**Q:** I have a set of calculations on CoSi₂ at different volumes, and each lists a "smearing entropy term". What is it, and could I have guessed its size with a pencil?

CoSi₂ (space group Fm-3m, three-atom primitive cell) at a series of fixed volumes, computed with Ansatz 0.2.0 using scalar-relativistic DFT with PBEsol, plane waves and PAW, without spin polarisation. The plane-wave cutoff is 420 eV, the k mesh 14×14×14 and the Gaussian smearing width 0.1 eV. The shortest distance is between Co and Si; the smearing entropy term is −TS.

```
volume (Å³/atom)  shortest distance (Å)  smearing entropy term (meV/atom)
          10.995                  2.204                            -1.600
          11.370                  2.229                            -1.620
          11.745                  2.253                            -1.650
          12.119                  2.277                            -1.670
          12.494                  2.300                            -1.700
          12.804                  2.319                            -1.730
          12.869                  2.323                            -1.740
          13.244                  2.345                            -1.780
          13.744                  2.375                            -1.860
```

**A:** In a metal, the sharp step between filled and empty states makes sums over a finite mesh of electron waves unstable. The program therefore blurs the step over a small energy width, here 0.1 eV, and the blur leaves some states near the Fermi level partly filled. The term counts the entropy of that partial filling as a lowering of the energy. It belongs to the numerical method and is not the thermal entropy of a sample at some temperature.

**Q:** Then why should it depend on the volume, if the blur is the same in every run?

**A:** Because the number of states that fall inside the blur changes. When the atoms move apart, their orbitals overlap less and the bands become narrower. The same number of states is then packed into a smaller range of energy, so more of them usually lie close to the Fermi level. This is the standard argument for a metal whose Fermi level lies in a smooth part of its bands, and the table agrees with it: the term grows in size at every step of expansion, by 16% over the whole range.

**Q:** How do I turn that into a number?

**A:** Call the blur width σ and the number of states per eV at the Fermi level D. The number of partly filled states is proportional to σD, and each contributes an energy proportional to σ. For a Gaussian blur and a constant D, the sum is −σ²D/2 per cell.

The run at 12.494 Å³/atom, where the pressure is practically zero, gives D = 1.012 states per eV and cell. So the size is 0.1² × 1.012 / 2 = 0.00506 eV per cell, or 1.69 meV for each of the three atoms. The table has −1.70. Since D comes from the same run, this agreement confirms the formula but is no independent prediction.

**Q:** And at another volume?

**A:** You need to know how fast the bands narrow. For free electrons, and roughly for bonds between s and p orbitals, band energies fall as 1/d², where d is the distance between atoms. D then grows as d², and since d grows as the cube root of the volume V, D grows as V^(2/3). By this rule, 3% more volume makes the term about 2% larger.

Take the most compressed cell, at 0.88 of the equilibrium volume. The factor is 0.88^(2/3) = 0.918, which gives −1.55 meV/atom against −1.60 in the table. For the most stretched cell the volume ratio is 1.10 and the factor 1.066, which gives −1.80 against −1.86. No constant of the rule was fitted to these two rows, but the table was known when the power was chosen, so this is a check and not a forecast.

**Q:** Are those two good examples or lucky ones?

**A:** They are the two worst. Over the nine rows the estimate is too small in size by between 1 and 3%. If you ignored the volume and used the equilibrium value everywhere, you would be wrong by up to 9%. The printed output after this text compares these estimates row by row.

**Q:** What if nobody has computed D for me?

**A:** Treat the outer electrons as free. Then D = 3N/(2E), where N is their number per cell and E, in eV, is about 3.8 × (3π²N/V)^(2/3), with V now the volume of the whole cell in Å³. With all 17 outer electrons of one Co and two Si atoms, the term comes out 13 to 16% too large in size; with only the 8 of silicon, it is 10 to 12% too small. At a given volume D grows only as the cube root of N, so even doubling N raises the estimate by no more than about a quarter. The d electrons of cobalt are far from free, however, so the closeness is partly luck. In a metal whose Fermi level lies inside a narrow d band, such as palladium, expect the true term to be several times larger than this estimate.

**Q:** May I use the 2/3 rule for much larger or smaller cells?

**A:** I would not. The power of the volume that describes the table is not constant: it is about 0.4 between the two most compressed cells and 1.1 between the two most stretched. The value 2/3 works because it lies near the average over this range. A steeper power, 7/6, is what theory gives for coupling between cobalt d and silicon p orbitals. It does better in the most stretched cell but misses by 9% at the strongest compression. All the runs also leave out spin polarisation, so they cannot rule out a magnetic state, which would change D; this matters most for much larger cells.

**Q:** So what makes the power drift?

**A:** The table cannot decide that. The d orbitals may gain weight at the Fermi level as the crystal expands, but that is a guess: the term follows the total D and does not say which orbitals supply it. The mesh may also shape such a fine detail, and no denser one was tried. Repeating at least three of the volumes, both ends and one between, on a denser mesh would show whether the drift belongs to the bands of CoSi₂ or to the mesh. If it stays, splitting D by orbital at those volumes would test the guess about the d orbitals.

The analysis program printed:

```
Rules against the table (positive miss means too large in size):
     row    V/V0  rule 2/3 meV/atom  its miss %  miss of 7/6 %  miss of constant %  miss of 17 free electrons %  miss of 8 free electrons %
  10.995    0.88             -1.549      -3.157         -9.152               5.456                        13.32                      -11.86
   11.37    0.91             -1.585       -2.19         -6.693               4.154                        14.45                      -10.98
  11.745  0.9401             -1.619      -1.868         -4.855               2.261                        14.83                      -10.68
  12.119    0.97             -1.653     -0.9959         -2.493               1.036                        15.85                       -9.89
  12.494       1             -1.687      -0.747         -0.747              -0.747                        16.14                      -9.663
  12.804   1.025             -1.715     -0.8614          0.361              -2.468                        16.01                      -9.767
  12.869    1.03             -1.721      -1.098         0.3754              -3.029                        15.73                      -9.982
  13.244    1.06             -1.754      -1.451          1.464              -5.208                        15.32                       -10.3
  13.744     1.1             -1.798      -3.331           1.39              -9.285                        13.12                      -12.01
Estimate at equilibrium from the density of states, meV/atom: -1.687
Factor (V/V0)^(2/3) at the most compressed row: 0.9183
Factor (V/V0)^(2/3) at the most stretched row: 1.066
Largest miss of the 2/3 rule, %: 3.331
Largest miss of the 7/6 rule, %: 9.152
Largest miss of a constant, %: 9.285
Growth in size of the term over the whole range, %: 15.73
Growth in size of the term over the whole range, meV/atom: 0.2523
Exponent between the two end rows: 0.6545
Local exponent between the two most compressed rows: 0.3823
Local exponent between the two most stretched rows: 1.081
Free-electron density of states at equilibrium with 17 electrons, states/eV/cell: 1.185
Free-electron estimate at equilibrium with 17 electrons, meV/atom: -1.974
Free-electron estimate at equilibrium with 8 electrons, meV/atom: -1.536
Energy cost of compression from equilibrium to the smallest volume, meV/atom: 137.2
Loss in size of the smearing term over the same compression, meV/atom: 0.1004
```
